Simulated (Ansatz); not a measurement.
**Ligand exchange: CHFO + GeH3(NH2) → CH3NO + GeH3F**

Species: CHFO (formyl fluoride) `O=CF`, singlet; GeH3(NH2), singlet; CH3NO (formamide) `NC=O`, singlet; GeH3F `[F][GeH3]`, singlet. The partners trade F for NH2: C–F and Ge–NH2 bonds give way to C–NH2 and Ge–F.

Shapes, held fixed at every level: PBE0-D4/def2-TZVP. Flexible molecules stand in one conformer, not always the lowest. Programs: Ansatz 0.2.0. The zero-point and thermal change to 298 K, harmonic and unscaled (PBE0-D4/def2-TZVP), is +2.8 kJ/mol.

```csv
level,kind,ΔH(298 K) (kJ/mol),less CCSD(T)/def2-TZVPP,CPU time (sum over the molecules)
SPW92/def2-TZVPP,LDA,-90.6,-10.1,5 s
PBE-D4/def2-TZVPP,GGA,-89.1,-8.6,9.4 s
B3LYP-D4/def2-TZVPP,global hybrid,-93.6,-13.1,12 s
r2SCAN0-D4/def2-TZVPP,global hybrid,-92.5,-12.0,18 s
wB97X-V/def2-TZVPP,range-separated hybrid,-88.9,-8.4,27 s
MP2/def2-SVP,perturbation theory,-86.8,-6.3,–
CCSD/def2-SVP,coupled cluster or CI,-85.0,-4.5,–
CCSD(T)/def2-TZVPP,coupled cluster or CI,-80.5,0.0,81 s
```

The highest level, CCSD(T)/def2-TZVPP, gives ΔH(298 K) = -80.5 kJ/mol; the levels span -93.6 to -80.5. The column of differences is taken from that level and isn't an error. No measured value is set beside it here. Relativity is left out for Ge. Outer-core shells of Ge are correlated in most correlated rows, in sets that cover them unevenly. CCSD(T)/def2-TZVPP lies outside the range of all other levels here, so it shouldn't be taken on trust. Times are processor times on shared x86 and Arm servers, and rough.

The exchange is clearly exothermic at every level, so its direction is secure, while its size is settled only to within the span from -93.6 to -80.5 kJ/mol. Fluorine ends up on germanium and nitrogen on the acyl carbon, and both changes probably favour the products. In formamide the nitrogen lone pair delocalises into the C=O π* orbital much more effectively than a fluorine lone pair does in formyl fluoride, because nitrogen is less electronegative and its lone pair lies higher in energy. Germanium, being more electropositive than carbon, gains a strong, highly polar bond to fluorine in place of a weaker one to nitrogen. Together these outweigh the loss of the strong C–F bond. The density functionals show no steady progression with type: B3LYP-D4 and r2SCAN0-D4 give more negative values than the LDA, whereas wB97X-V lies close to the GGA. The gap between CCSD and CCSD(T) can't be read as the effect of triple excitations, since the basis set changes as well.
